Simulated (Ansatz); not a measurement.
**Thermal expansion of Cu from its phonons**

Theory: DFT LDA, scalar-relativistic, plane waves, PAW in Ansatz 0.2.0. Plane waves to 420 eV; Γ-centred k mesh 20×20×20; Fermi-Dirac smearing of 0.15 eV. No spin polarisation. Phonons by linear response, acoustic sum rule imposed.

Relaxed structure:
Space group Fm-3m (No. 225). a = 3.519 Å, b = 3.519 Å, c = 3.519 Å, α = 90.00°, β = 90.00°, γ = 90.00°
| atom | site | symmetry | x | y | z |
| --- | --- | --- | --- | --- | --- |
| Cu | 4a | m-3m | 0.0000 | 0.0000 | 0.0000 |

In a metal, frequencies depend on the k mesh and the smearing, soft modes most.

Phonons on a 2×2×2 q mesh at 0.98, 1 and 1.02 times the equilibrium volume give γ = −d ln ν/d ln V, modes matched by rank. The cell has V = 10.89 Å³ with 1 atom and B = 189 GPa. Points of the mesh (fractions of the reciprocal vectors) with their weights out of 8; the acoustic modes at Γ are left out:

| q | weight | ν (cm⁻¹) | γ | degeneracy |
| --- | --- | --- | --- | --- |
| 0.00 0.00 -0.50 | 4 | 124 | 1.66 | 2 |
| 0.00 0.00 -0.50 | 4 | 274 | 2.36 | 1 |
| 0.00 -0.50 -0.50 | 3 | 186 | 1.98 | 2 |
| 0.00 -0.50 -0.50 | 3 | 269 | 2.32 | 1 |

Question: Work out the volume expansion coefficient at 50, 100, 300 and 800 K in Grüneisen's theory.

Answer: Each mode holds c = k_B x² eˣ/(eˣ − 1)², x = hcν/k_BT (k_B = 0.695 cm⁻¹/K). Weighted over the mesh, C_V = Σ c, γ̄ = Σ cγ/C_V and α_V = γ̄ C_V/(BV):
```json
{"T (K)": "50", "C_V (k_B a cell)": "0.50", "γ̄": "1.76", "α_V (10⁻⁶/K)": "5.9"}
{"T (K)": "100", "C_V (k_B a cell)": "1.48", "γ̄": "1.88", "α_V (10⁻⁶/K)": "18.6"}
{"T (K)": "300", "C_V (k_B a cell)": "2.43", "γ̄": "1.97", "α_V (10⁻⁶/K)": "32.1"}
{"T (K)": "800", "C_V (k_B a cell)": "2.60", "γ̄": "1.98", "α_V (10⁻⁶/K)": "34.4"}
```

The classical limit of C_V is 3n = 3 k_B, less the 3/8 k_B of the three modes left out, which leaves C_V and α_V about 12 % low even at high temperature. All γ are positive, so the crystal expands at every temperature. For a cubic crystal the linear coefficient is a third of α_V. A mesh this coarse misses long acoustic waves, so the low-temperature rows are rough; B and γ are held at their static values, and the electrons' part is left out.

Question: The zero-point energy of the cell, summed on a denser interpolated mesh, is 34.967, 33.529 and 32.140 meV at the three volumes. How far does it expand the lattice at 0 K?

Answer: P_zp = −dE_zp/dV = 2.827 meV / (0.436 Å³) × 0.16022 GPa Å³/meV = 1.040 GPa, so ΔV/V = P_zp/B = 0.55 %. This share is taken off a measured low-temperature volume before it is compared with a static calculation.

Cost: 6 runs of about 9.2 core-minutes in all, on AMD EPYC (Zen 3) (shared hosts).

The expansion coefficient follows the heat capacity far more than the Grüneisen parameter: between 50 and 800 K, C_V rises from 0.50 to 2.60 k_B, while γ̄ moves only from 1.76 to 1.98. That small rise reflects the order in which modes are excited. The soft transverse modes dominate at low temperature and have the smaller γ, whereas the stiffer longitudinal ones respond more strongly to volume, probably because they compress neighbouring atoms more directly against the steep short-range repulsion.

The γ̄ near room temperature is realistic for copper, but α_V at 300 K is clearly below experiment, by more than the omitted modes explain. The likely main cause is LDA overbinding, which gives too short a lattice constant and too large a bulk modulus; the stiff lattice then turns a reasonable thermal pressure into too little strain. The zero-point expansion of 0.55 % acts in the right direction but is far too small to remove the LDA volume error.
